**Q:** I know alane, AlH₃, as a Lewis acid that readily takes up a chloride ion. Here the chloride has been moved along the line to aluminium while the AlH₃ was held stiff. What do the energies in this table measure?

Counterpoise-corrected interaction energies of AlH₃ with Cl⁻ from PySCF 2.14.0, in the gas phase with frozen cores, along a rigid scan from a PBE0-D3(BJ)/def2-SVPD geometry (total charge −1 e, singlet). The large basis is aug-cc-pVTZ; CCSD(T) less MP2 is computed in aug-cc-pVDZ and added to the extrapolated MP2 energy for the limit estimate.

| contact distance (Å) | ccsd t limit estimate (kcal/mol) | mp2 large basis (kcal/mol) | hartree fock large basis (kcal/mol) | ccsd t less mp2 (kcal/mol) |
| --- | --- | --- | --- | --- |
| 2.043 | -59.22 | -59.54 | -56.08 | 1.350 |
| 2.156 | -64.83 | -65.10 | -61.79 | 1.130 |
| 2.270 | -66.21 | -66.43 | -63.23 | 0.930 |
| 2.497 | -62.23 | -62.37 | -59.37 | 0.610 |
| 2.837 | -50.50 | -50.58 | -48.02 | 0.330 |
| 3.405 | -32.50 | -32.60 | -31.13 | 0.190 |
| 4.540 | -14.25 | -14.49 | -14.43 | 0.260 |

**A:** Each is the energy of the complex less the energies of its two parts, AlH₃ and Cl⁻, in the shapes they have in the complex. A negative value means that they are bound. In Hartree-Fock each electron feels only the average field of the others, and MP2 adds the simplest account of how electrons avoid one another. The column "ccsd t less mp2" says what the more complete CCSD(T) treatment changes, worked out in the smaller basis. The limit estimate adds this change to MP2 energies extrapolated towards a complete basis.

**Q:** The limit estimate, MP2 and Hartree-Fock are all lowest at 2.270 Å. What pulls the chloride in that far?

**A:** Two attractions do. The negative ion is drawn to aluminium, which has lost electron density to its hydrogens. As the electron clouds begin to overlap, chloride's electrons also feel the aluminium nucleus less well screened, so this electrostatic attraction rises steeply.

The second attraction is orbital. Aluminium in AlH₃ has an empty orbital pointing away from the hydrogens, and a lone pair of chloride can spread into it, while both parts polarize each other. This is a dative bond, though a very polar one: by one way of sharing out the electron density at 2.270 Å between the parts, chloride still carries about −0.85 e.

**Q:** And what stops it?

**A:** Pauli repulsion. The filled shells of chloride run into the electrons of the Al–H bonds and of the aluminium core. Electrons of the same spin can't occupy the same region in the same state, so the orbitals must develop extra nodes, and that costs kinetic energy.

The same calculations split the energy into such parts. Unlike the table, the parts are not counterpoise-corrected, and together they overbind by about 1 kcal/mol at 2.270 Å, which is small beside the changes that follow. On going from 2.270 to 2.043 Å, Pauli repulsion rises by 51.8 kcal/mol. Electrostatic attraction gains only 27.9 and orbital attraction 16.7 kcal/mol, so the complex is pushed back out.

On going from 2.270 to 2.497 Å, an equal step the other way, the balance reverses. The relief from Pauli repulsion is 28.2 kcal/mol, but the two attractions together lose 19.2 + 12.9 = 32.1 kcal/mol. The complex is therefore pulled back in.

**Q:** At 2.270 Å the attractions must still be far larger than the repulsion, or there would be no binding. Why doesn't the larger one win?

**A:** Because a minimum is decided by how fast the terms change, and not by how large they are. For each of these 0.227 Å steps inward, the repulsion grows by a factor of about 1.83, while each attraction grows by only about 1.35. Since 1.35 squared is 1.82, the repulsion behaves like the square of the attraction. Repulsion exists only where the electron clouds overlap, while part of the attraction comes from the ion's field, which reaches further. That their rates differ by a factor of two is a finding for these distances, not a general law.

If one term changes twice as fast as the other, their slopes cancel where it is half as large. That is what the energy parts show at 2.270 Å: a repulsion of 62.4 kcal/mol against attractions of 78.4 + 47.3 = 125.7 kcal/mol. The half that survives, about 63 kcal/mol, is most of the binding.

**Q:** Does this also explain why squeezing the complex costs more than stretching it?

**A:** Yes, and the cost can be estimated. Call the depth of the well D and the growth of the attraction per inward step f. At the minimum the attraction is then 2D and the repulsion D. One step inward turns them into 2fD and f²D, so the energy rises by

D(f² − 2f + 1) = D(f − 1)².

One step outward divides by f where the inward step multiplied, and the rise is D(1 − 1/f)². This is the form of the well-known Morse curve.

With D = 66.2 kcal/mol from the limit estimate and f = 1.35, the inward step should cost 66.2 × 0.35² = 8.1 kcal/mol. The table gives 66.21 − 59.22 = 6.99 kcal/mol.

The outward step should cost 66.2 × 0.26² = 4.5 kcal/mol, and the table gives 66.21 − 62.23 = 3.98 kcal/mol. Both estimates are too high by somewhat more than a tenth, but the lopsidedness comes out well: squeezing costs about 1.8 times as much as stretching. No constant was fitted to the curve. Still, f was read from the energy parts at these same distances, so the agreement shows that the picture hangs together and is no independent test of it.

**Q:** How far out can I trust that picture?

**A:** Not to the end of the table. The last distance, 4.540 Å, lies ten steps beyond the minimum, where the attraction should have shrunk by f¹⁰, about 20. With x = 1/20, the remaining binding would be D(2x − x²), or about 6.5 kcal/mol. The limit estimate still has 14.25 kcal/mol, more than twice as much. The energy parts show the change coming: from 2.837 to 3.405 Å the repulsion falls by a factor of 4.4, but the attractions together only by 1.8, where the rule of squares would ask for 2.1.

The reason is that exponentials describe overlap, and an ion doesn't need overlap to attract. Its field reaches far and acts on any dipole that AlH₃ has, with an energy that falls as the inverse square of the distance. It also induces a dipole, and that energy falls as the inverse fourth power. Such power laws outlast every exponential.

The last two rows agree with this view. From 3.405 to 4.540 Å the binding falls by a factor of 2.28, where the inverse square alone would give 1.78 and the inverse fourth power 3.16. The comparison is rough, since some overlap remains at the shorter distance and the uneven charge within AlH₃ contributes more than a dipole. It does show a decay of the slow kind that an ion's field produces.

**Q:** But free alane is planar. By symmetry it has no dipole at all.

**A:** That is the main caution in reading this curve. The AlH₃ here keeps the pyramidal shape that it has in the complex, with H–Al–H angles several degrees below the 120° of the planar molecule. The hydrogens are bent away from chloride, which leaves the positive side of the molecule facing the ion. The long tail thus belongs to a frozen pyramid. Free alane would flatten as the chloride left and lose its dipole. A weaker attraction should remain, because the ion still polarizes the molecule and faces an aluminium atom more positive than the hydrogens around it.

Bringing alane into this shape costs 14.17 kcal/mol with MP2, and the table doesn't charge for it. Once it is paid, the MP2 binding at 2.270 Å drops from 66.43 to 52.26 kcal/mol. At 4.540 Å only about 0.3 kcal/mol is left, so almost the whole attraction of the frozen pyramid there merely repays its deformation.

The distinction has a practical side, because adducts of alane with neutral donor molecules serve as precursors for depositing aluminium films. The energy needed to release alane from a donor is less than the rigid interaction energy, since the alane gives back its bending energy when it flattens.

**Q:** I had expected electron correlation to matter more. Why does Hartree-Fock do so well?

**A:** Because the terms that shape this well are already in it. The attraction of charges, the spreading of the lone pair and Pauli repulsion all exist for electrons that feel only each other's average field. At 2.270 Å Hartree-Fock gives 95% of the MP2 binding.

What correlation adds is also nearly level across the well. MP2 deepens the binding by 3.46 kcal/mol at 2.043 Å and by 3.00 kcal/mol at 2.497 Å, while Pauli repulsion falls to less than a third over the same range. A nearly constant gain lowers the well but hardly moves it, which is why all three curves have their lowest point in the same row.

**Q:** Is that gain simply dispersion, the attraction between fluctuating dipoles that Hartree-Fock lacks?

**A:** Dispersion is surely part of it, but the last row suggests that it isn't the whole. At 4.540 Å the limit estimate, −14.25 kcal/mol, is slightly weaker than Hartree-Fock, −14.43 kcal/mol. In every other row it is stronger. Dispersion only attracts, so if this small reversal is real, something else in the correlation weakens the binding there.

A likely candidate is the polarity of AlH₃. Hartree-Fock usually makes polar bonds somewhat too polar, and correlation moves some charge back. If the dipole of the pyramid shrinks by a few per cent, an attraction of 14 kcal/mol loses a few tenths, enough to offset a weak dispersion term. This cause is plausible but untested here, as the dipole was not compared between the methods.

The reversal itself is also delicate. With MP2 alone, correlation still strengthens the binding by 0.06 kcal/mol in that row, and the change of sign comes from the CCSD(T) correction in the smaller basis. That correction grows again here, from 0.19 to 0.26 kcal/mol, after shrinking at every earlier step, and the table doesn't show why. The safer statement is that the gain from correlation has practically vanished by 4.540 Å.

**Q:** MP2 in the large basis follows the limit estimate within about 0.3 kcal/mol. May I take that as the accuracy of the curve?

**A:** No, because two corrections partly cancel. At 2.043 Å, extrapolating MP2 to a complete basis strengthens the binding by 1.03 kcal/mol, and CCSD(T) then weakens it by 1.35 kcal/mol. MP2 overbinds in every row when the two methods are compared in the same basis, and at all but the last distance the unfinished large basis hides about half of this or more.

A larger uncertainty may sit in Hartree-Fock, which the limit estimate takes from the large basis without extrapolation. From the smaller to the larger basis, its binding grows by 5.8 kcal/mol at 2.043 Å, 3.4 at 2.270 Å and only 0.4 at 3.405 Å. Strongly overlapping atoms need more flexible functions to describe their distorted shells, and aluminium and chlorine are known to need extra compact d functions.

What is still missing beyond the larger basis should be much smaller, since Hartree-Fock converges quickly, but it wasn't computed. The inner wall is therefore probably the least certain part of the curve. The change of basis alone lowers the cost of the first inward step by 5.8 − 3.4 = 2.4 kcal/mol in Hartree-Fock. Correlation changes that cost far less: it is 63.23 − 56.08 = 7.15 kcal/mol in Hartree-Fock and 6.99 kcal/mol in the limit estimate. For the stiffness of this bond under compression, the choice between these two basis sets matters more than the treatment of correlation.
